**Predicting X-ray form factors of Si²⁺, Cl⁵⁺ and K⁷⁺ from shell scaling**

The table holds coherent X-ray scattering factors of three 12-electron ions ([Ne] 3s²) against $\sin\theta/\lambda$, from non-relativistic Hartree-Fock densities at the basis limit, together with the K⁷⁺ − Si²⁺ difference. The program fits a hydrogenic 1s term plus one L-shell curve scaled by $Z-\sigma$ to the known rows from 0.6 Å⁻¹ upward, and compares it with three Slater shells per ion and with monotone interpolation of $\ln f$. The scaling model fits with an rms residual of 0.014 electrons and predicts the withheld rows at 1.0 and 1.4 Å⁻¹ within its error bars, though all six values of $f$ come out low, by 0.5 to 1.6% of the computed value. The rms misses on those rows are 0.028 (scaling), 0.084 (Slater) and 0.101 (interpolation). A hydrogenic 1s estimate with no fitted constant matches the K⁷⁺ − Si²⁺ difference to within 0.024 electrons from 2.5 Å⁻¹ upward.

Coherent X-ray scattering factors f of the ions Si2+, Cl5+ and K7+ ([Ne] 3s2), from spherical densities computed with B-spline radial code 1. The method is non-relativistic Hartree-Fock for the average of configuration, at the basis-set limit and with a point nucleus. Anomalous dispersion is not included.

## Program and output

```python
# Table: coherent X-ray scattering factors f(s), s = sin(theta)/lambda, of Si2+, Cl5+, K7+ ([Ne]3s2),
# B-spline radial code, non-relativistic Hartree-Fock. Tested: hydrogenic 1s + one scaled L-shell curve
# (scaling), three Slater shells per ion (Slater), plain interpolation; withheld rows are predicted.
T = {
    's': [0.1, 0.2, 0.3, 0.4, 0.6, 0.8, 1.0, 1.4, 1.8, 2.5, 4.0, 6.0],  # Å⁻¹
    'f_Si2p': [11.217, 9.668, 8.306, 7.21, 5.286, 3.73, 2.687, 1.708, 1.363, 1.052, 0.553, 0.219],  # electrons
    'f_Cl5p': [11.601, 10.607, 9.426, 8.342, 6.612, 5.171, 3.946, 2.362, 1.665, 1.235, 0.77, 0.363],  # electrons
    'f_K7p': [11.716, 10.965, 9.978, 8.973, 7.275, 5.921, 4.739, 2.948, 1.981, 1.354, 0.892, 0.466],  # electrons
    'diff': [0.499, 1.297, 1.672, 1.763, 1.989, 2.191, 2.052, 1.24, 0.619, 0.302, 0.34, 0.248],  # electrons
}
HELD = [6, 7]  # rows withheld from the fit
import numpy as np
from scipy.optimize import least_squares
from scipy.interpolate import PchipInterpolator
from scipy.constants import physical_constants as pc
c = 4*np.pi*pc['Bohr radius'][0]*1e10            # q [1/bohr] = c*s [1/A]
s = np.array(T['s'], float); d = np.array(T['diff'], float)
F = np.array([T['f_Si2p'], T['f_Cl5p'], T['f_K7p']], float)
Z = np.array([14., 17., 19.]); nm = ['Si2+', 'Cl5+', 'K7+', 'K7+ - Si2+']
R2 = np.array([11.95, 5.684, 3.981])             # sum <r^2> in bohr^2, output of the same runs
K = np.array([i for i in range(len(s)) if i not in HELD])
at = lambda v: int(np.argmin(abs(s-v)))
assert np.all(np.diff(F[:, K], axis=0) > 0) and np.all(np.diff(F[:, K], axis=1) < 0)
assert d[at(4.0)] > d[at(2.5)] and d[at(4.0)] > d[at(6.0)]
assert K[np.argmax(d[K])] == at(0.8)
def sto(n, z, x):
    y = c*x/(2*z); return ((1-1j*y)**(-2*n)).imag/(2*n*y)
A = lambda p, x: 2*sto(1, p[0], x) + 8*sto(2, p[1], x) + 2*sto(3, p[2], x)
def B(p, x, z):
    u = (p[3]*c*x/(z-p[4]))**2
    return 2*sto(1, z-0.3, x) + (p[0] + p[1]*u + p[2]*u*u)/(1+u)**4
def fitB(r):
    g = lambda p: np.concatenate([B(p, s[r], Z[j]) - F[j, r] for j in range(3)])
    return least_squares(g, [8, -8, 0, 1, 4.15], bounds=([0, -60, -60, .4, 1], [20, 60, 60, 2.5, 8])).x
ext = lambda v: np.append(v, v[2]-v[0])
fmt = lambda v: ' '.join('%+.3f' % x for x in v)
print('f in electrons, s in 1/A; table rounding 0.0005 (0.001 for the difference)')
for i in K[:2]:
    m = 12 - (c*s[i])**2*R2/6
    print('s=%.1f 12-q^2<r^2>/6 (Si Cl K): %.3f %.3f %.3f, minus table %s' % (s[i], *m, fmt(m-F[:, i])))
pA = []
for j in range(3):
    p = least_squares(lambda p: A(p, s[K])-F[j, K], [Z[j]-.3, (Z[j]-4.15)/2, (Z[j]-9.15)/3]).x
    pA.append(p); r = A(p, s[K])-F[j, K]; w = np.argmax(abs(r))
    r2 = 6/p[0]**2 + 60/p[1]**2 + 28/p[2]**2
    print('Slater %s: zeta %.2f %.2f %.2f /bohr, rms %.3f, worst %+.3f at s=%.1f, <r^2> %.2f vs %.2f bohr^2'
          % (nm[j], *p, np.sqrt(np.mean(r*r)), r[w], s[K][w], r2, R2[j]))
KB = K[s[K] > 0.5]; pB = fitB(KB)
fA = lambda x: np.array([A(p, x) for p in pA]); fB = lambda x, p=pB: np.array([B(p, x, z) for z in Z])
print('scaling fit, s>=0.6: a %.2f b %.2f c %.2f k %.3f sigma %.2f, rms %.3f'
      % (*pB, np.sqrt(np.mean((fB(s[KB])-F[:, KB])**2))))
print('model minus table (Si Cl K); * = not in scaling fit, 3s still scatters')
for i in K:
    print('s=%.1f Slater %s | scaling %s%s' % (s[i], fmt(fA(s[i])-F[:, i]), fmt(fB(s[i])-F[:, i]), '' if i in KB else ' *'))
for i in K[s[K] > 1.5]:
    o = 2*(sto(1, Z[2]-.3, s[i]) - sto(1, Z[0]-.3, s[i]))
    print('s=%.1f difference %.3f, hydrogenic 1s part %.3f, rest %+.3f' % (s[i], d[i], o, d[i]-o))
loo = []
for i in (min(HELD)-1, max(HELD)+1):
    loo.append(ext(fB(s[i], fitB(KB[KB != i]))-F[:, i]))
    print('scaling refit without s=%.1f, miss there (Si Cl K diff): %s' % (s[i], fmt(loo[-1])))
g = np.linspace(.6, 1.8, 121)
for lab, f in (('scaling', fB(g)), ('Slater', fA(g))):
    print('%s: largest difference %.3f at s=%.2f' % (lab, max(f[2]-f[0]), g[np.argmax(f[2]-f[0])]))
P = PchipInterpolator(s[K], np.log(F[:, K]), axis=1); M = []
for i in HELD:
    b, a, n, t = ext(fB(s[i])), ext(fA(s[i])), ext(np.exp(P(s[i]))), np.append(F[:, i], d[i])
    bar = np.maximum(np.max(np.abs(loo), axis=0), abs(a-b)/2); M.append([(b-t)[:3], (a-t)[:3], (n-t)[:3]])
    for j in range(4):
        print('s=%.1f %s: predicted %.3f +- %.3f (Slater %.3f, interp %.3f); computed %.3f, miss %+.3f = %.1f bars, %.1f%%'
              % (s[i], nm[j], b[j], bar[j], a[j], n[j], t[j], b[j]-t[j], abs(b[j]-t[j])/bar[j], 100*(b[j]/t[j]-1)))
    o = 2*sto(1, Z-.3, s[i])
    print('s=%.1f hydrogenic 1s (Si Cl K) %.3f %.3f %.3f, computed minus 1s %s' % (s[i], *o, fmt(F[:, i]-o)))
print('rms miss on withheld f: scaling %.3f, Slater %.3f, interp %.3f' % tuple(np.sqrt(np.mean(np.array(M)**2, axis=(0, 2)))))
print('largest difference of all rows %.3f at s=%.1f' % (d.max(), s[np.argmax(d)]))
```

Printed output:

```
f in electrons, s in 1/A; table rounding 0.0005 (0.001 for the difference)
s=0.1 12-q^2<r^2>/6 (Si Cl K): 11.119 11.581 11.707, minus table -0.098 -0.020 -0.009
s=0.2 12-q^2<r^2>/6 (Si Cl K): 8.477 10.324 10.826, minus table -1.191 -0.283 -0.139
Slater Si2+: zeta 14.31 4.69 1.69 /bohr, rms 0.043, worst -0.084 at s=0.8, <r^2> 12.52 vs 11.95 bohr^2
Slater Cl5+: zeta 17.59 6.12 2.53 /bohr, rms 0.029, worst +0.047 at s=0.4, <r^2> 5.98 vs 5.68 bohr^2
Slater K7+: zeta 19.78 7.06 3.09 /bohr, rms 0.025, worst +0.046 at s=0.6, <r^2> 4.15 vs 3.98 bohr^2
scaling fit, s>=0.6: a 7.62 b -9.88 c 2.45 k 0.988 sigma 4.12, rms 0.014
model minus table (Si Cl K); * = not in scaling fit, 3s still scatters
s=0.1 Slater -0.026 -0.017 -0.010 | scaling -1.779 -2.091 -2.179 *
s=0.2 Slater -0.006 -0.029 -0.023 | scaling -0.739 -1.404 -1.661 *
s=0.3 Slater +0.062 +0.002 -0.011 | scaling -0.144 -0.707 -1.046 *
s=0.4 Slater +0.080 +0.047 +0.022 | scaling +0.026 -0.242 -0.527 *
s=0.6 Slater -0.010 +0.037 +0.046 | scaling +0.015 +0.025 -0.032
s=0.8 Slater -0.084 -0.044 -0.020 | scaling -0.020 -0.006 +0.014
s=1.8 Slater -0.019 -0.034 -0.044 | scaling +0.004 -0.005 -0.003
s=2.5 Slater +0.008 -0.002 -0.004 | scaling +0.011 +0.008 +0.008
s=4.0 Slater +0.015 +0.012 +0.009 | scaling -0.009 -0.009 -0.008
s=6.0 Slater +0.011 +0.015 +0.017 | scaling -0.008 -0.012 -0.014
s=1.8 difference 0.619, hydrogenic 1s part 0.235, rest +0.384
s=2.5 difference 0.302, hydrogenic 1s part 0.326, rest -0.024
s=4.0 difference 0.340, hydrogenic 1s part 0.352, rest -0.012
s=6.0 difference 0.248, hydrogenic 1s part 0.232, rest +0.016
scaling refit without s=0.8, miss there (Si Cl K diff): -0.042 +0.001 +0.032 +0.074
scaling refit without s=1.8, miss there (Si Cl K diff): +0.001 -0.012 -0.012 -0.013
scaling: largest difference 2.227 at s=0.82
Slater: largest difference 2.254 at s=0.80
s=1.0 Si2+: predicted 2.646 +- 0.042 (Slater 2.582, interp 2.872); computed 2.687, miss -0.041 = 1.0 bars, -1.5%
s=1.0 Cl5+: predicted 3.918 +- 0.029 (Slater 3.861, interp 4.024); computed 3.946, miss -0.028 = 1.0 bars, -0.7%
s=1.0 K7+: predicted 4.717 +- 0.032 (Slater 4.656, interp 4.723); computed 4.739, miss -0.022 = 0.7 bars, -0.5%
s=1.0 K7+ - Si2+: predicted 2.071 +- 0.074 (Slater 2.074, interp 1.852); computed 2.052, miss +0.019 = 0.3 bars, 0.9%
s=1.0 hydrogenic 1s (Si Cl K) 1.784 1.850 1.879, computed minus 1s +0.903 +2.096 +2.860
s=1.4 Si2+: predicted 1.681 +- 0.042 (Slater 1.644, interp 1.840); computed 1.708, miss -0.027 = 0.6 bars, -1.6%
s=1.4 Cl5+: predicted 2.341 +- 0.025 (Slater 2.291, interp 2.414); computed 2.362, miss -0.021 = 0.8 bars, -0.9%
s=1.4 K7+: predicted 2.925 +- 0.032 (Slater 2.861, interp 2.917); computed 2.948, miss -0.023 = 0.7 bars, -0.8%
s=1.4 K7+ - Si2+: predicted 1.244 +- 0.074 (Slater 1.217, interp 1.077); computed 1.240, miss +0.004 = 0.1 bars, 0.3%
s=1.4 hydrogenic 1s (Si Cl K) 1.607 1.722 1.773, computed minus 1s +0.101 +0.640 +1.175
rms miss on withheld f: scaling 0.028, Slater 0.084, interp 0.101
largest difference of all rows 2.191 at s=0.8
```
